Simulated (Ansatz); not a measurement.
Ge: the change of energy above lowest point with volume scale

Results calculated with Ansatz 0.2.0, not measured. Free energy against uniform scaling of the volume at fixed shape and fractions; periodic cell, basis, potentials, k mesh and filling as listed.

The cell before it is scaled or strained (space group Imma, No. 74):
```
cell vectors (Å)
  -2.4959     2.6509     1.4370
   2.4959    -2.6509     1.4370
   2.4959     2.6509    -1.4370
atoms (fractions of the cell vectors)
Ge  0.18594  0.93594  0.25000
Ge  0.81406  0.06406  0.75000
```

Settings of every row: functional LDA; dispersion none; potentials PAW; wave cutoff 557.83 eV; density cutoff 2231.3 eV; k mesh 11x11x11; k shift 0x0x0; occupations fermi dirac; smearing width 0.15 eV; spin none.

Limits: coarse k mesh, up to 40 meV an atom off; the cell comes from a prototype or a list of computed structures and needn't be the stable phase.

| row | volume scale | V (Å³/atom) | energy above lowest point (meV/atom) |
| --- | --- | --- | --- |
| 1 | 0.92 | 17.494 | 3.4 |
| 2 | 0.9467 | 18.002 | 0 |
| 3 | 0.9733 | 18.508 | 3.8 |
| 4 | 1 | 19.015 | 13.8 |
| 5 | 1.0267 | 19.523 | 29.1 |
| 6 | 1.0533 | 20.029 | 49 |
| 7 | 1.08 | 20.537 | ? |

Question: what energy above lowest point should row 7 give?

Worked fit of energy above lowest point. Take u = (V_r/V)^(2/3) − 1 with V_r = 18.761 Å³ an atom, which is twice the finite (Eulerian) strain; such expansions in the strain, on which the Birch-Murnaghan equation of state is built, carry the rest volume and the bulk modulus. The shown rows have u = 0.04772, 0.02791, 0.00909, -0.00893, -0.02619, -0.04266. Least squares give energy above lowest point = 8.06 − 553.3 × u + 9538 × u² meV/atom; a straight line predicts inner rows, each left out in turn, worse (root mean square 7.5 against 0.048 meV/atom). All shown rows lie on it to the printed digit. Its lowest point lies at u = 0.0290, or V = 17.97 Å³ an atom, and the curvature there gives the bulk modulus at fixed shape and fractions, B = (4/9)(1 + u)² E″(u)/V = 80 GPa. Letting shape and atoms relax would as a rule lower it, by much in layered, chain or molecular crystals. The withheld row has u = -0.05852, so the fit gives 8.06 − 553.3 × (-0.05852) + 9538 × (-0.05852)² = 73.1 meV/atom.

The calculation gave 72.6 meV/atom. The fit lies 0.5 meV/atom (0.69 % of the column's range) above it; its largest miss of a shown row is 0.0 meV/atom. This row lies beyond the range of the fit.
